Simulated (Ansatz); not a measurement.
Layered crystal of PtSe2, relaxed:

```
CELL_PARAMETERS angstrom
3.77146 0.00000 0.00000
-1.88573 3.26618 0.00000
0.00000 0.00000 4.82331
ATOMIC_POSITIONS crystal
Pt 0.00000 0.00000 0.00000
Se 0.33333 0.66667 0.26546
Se 0.66667 0.33333 0.73454
```

The calculation used DFT PBE+D3(BJ), scalar-relativistic, plane waves, PAW (Ansatz 0.2.0). Cutoff 420 eV; k points 15×15×10 on the computed 3-atom cell (Γ-centred); Gaussian smearing, width 0.10 eV; no spin polarisation.

(1) What does it cost to take out one layer and relax it free-standing?

Spin-orbit coupling is left out, which matters for the bands of heavy elements.

Results:

(1) 39.5 meV/Å² (162 meV/atom). The layer's area changes by -3.4 %. The layer, isolated along c and on a 9×9×1 mesh:

```
CELL_PARAMETERS angstrom
3.70690 0.00000 0.00000
-1.85345 3.21027 0.00000
0.00000 0.00000 31.12150
ATOMIC_POSITIONS crystal
Se 0.66667 0.33333 0.45743
Pt 0.00000 0.00000 0.50000
Se 0.33333 0.66667 0.54257
```

Of the 39.5 meV/Å², the D3 dispersion term gives 46.6 and the semilocal functional -7.1: the layers are held by dispersion, and the functional alone gives no binding at this distance. The layer changes its area by over 3 % when freed, so part of the cost is won back by that relaxation.

Removing a layer from PtSe2 costs 39.5 meV/Å², a sizeable amount for a van der Waals crystal. The repulsive semilocal share doesn't rule out covalent mixing between layers. It is a net value, in which Pauli repulsion between facing Se lone pairs can outweigh the gain from overlap of their out-of-plane p orbitals. The freed layer contracts in plane and thickens, while its Pt–Se bonds hardly change length, so it relaxes mainly by bond-angle changes. Lost interlayer Se–Se hybridisation may drive this, but so may release from the compression that the dispersion term imposes on the bulk.

That compression appears real: the computed c axis of 4.82331 Å is clearly shorter than the known one, while the in-plane constant is somewhat too long. The likely cause is overbinding by the pairwise dispersion correction, which lacks the many-body screening of a polarisable, semimetallic crystal. The exfoliation cost is therefore probably too high as well. The energy supports cohesion dominated by dispersion within this description, but not a purely van der Waals picture of the interlayer contact.
